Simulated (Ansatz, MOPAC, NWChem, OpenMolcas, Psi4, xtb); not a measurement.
## A ladder of methods for BNH3OF (SMILES NB(O)F)

The runs start from one conformer, not always the lowest.

BNH3OF, singlet, SMILES `NB(O)F`. Each level relaxes the structure for itself.

Quantity: the highest harmonic wavenumber at each level's own minimum, in cm⁻¹. The values are calculated.

| level | kind | program | value (cm⁻¹) |
| --- | --- | --- | --- |
| GFN2-xTB | semi-empirical | xtb | 3671 |
| MNDOD | semi-empirical | MOPAC | 4032 |
| PM3 | semi-empirical | MOPAC | 3921 |
| GFN1-xTB | semi-empirical | xtb | 3733 |
| HF/3-21G | Hartree–Fock | OpenMolcas | 3966 |
| HF/6-31G* (Cartesian functions) | Hartree–Fock | OpenMolcas | 4159 |
| BP86/def2-SVP | GGA | NWChem | 3773 |
| PBE0-D3(BJ)/def2-SVP | global hybrid | NWChem | 3956 |
| PBE0-D4/def2-TZVP | global hybrid | Ansatz | 3930 |
| PBE0-D4/def2-SVP (density fitting) | global hybrid | Psi4 | 3957 |

Harmonic and unscaled. The values span 3671 to 4159 cm⁻¹.

The highest mode is almost certainly the O–H stretch, since N–H stretches normally lie lower, so the table mainly compares how stiff each method makes the O–H bond. Hartree–Fock with the polarised basis gives the top value, 4159 cm⁻¹. Without correlation, too little antibonding character is mixed in, and the bond comes out too short and stiff. In def2-SVP, BP86 gives 3773 cm⁻¹ and PBE0 about 3956 cm⁻¹, the usual order for a GGA and a hybrid, as exact exchange tightens X–H bonds.

HF/3-21G, at 3966 cm⁻¹, lands beside the hybrids, probably because its small, unpolarised basis softens the bond and offsets the missing correlation. That agreement is no sign of a sound description. The semi-empirical methods fall on both sides of BP86, reflecting their parametrisation rather than a systematic treatment of exchange and correlation. For PBE0, the larger basis lowers the value only slightly, so the choice of electronic-structure method matters more here than this basis change. The spread in this one stretch says little about the accuracy of the B–N, B–O or B–F modes.
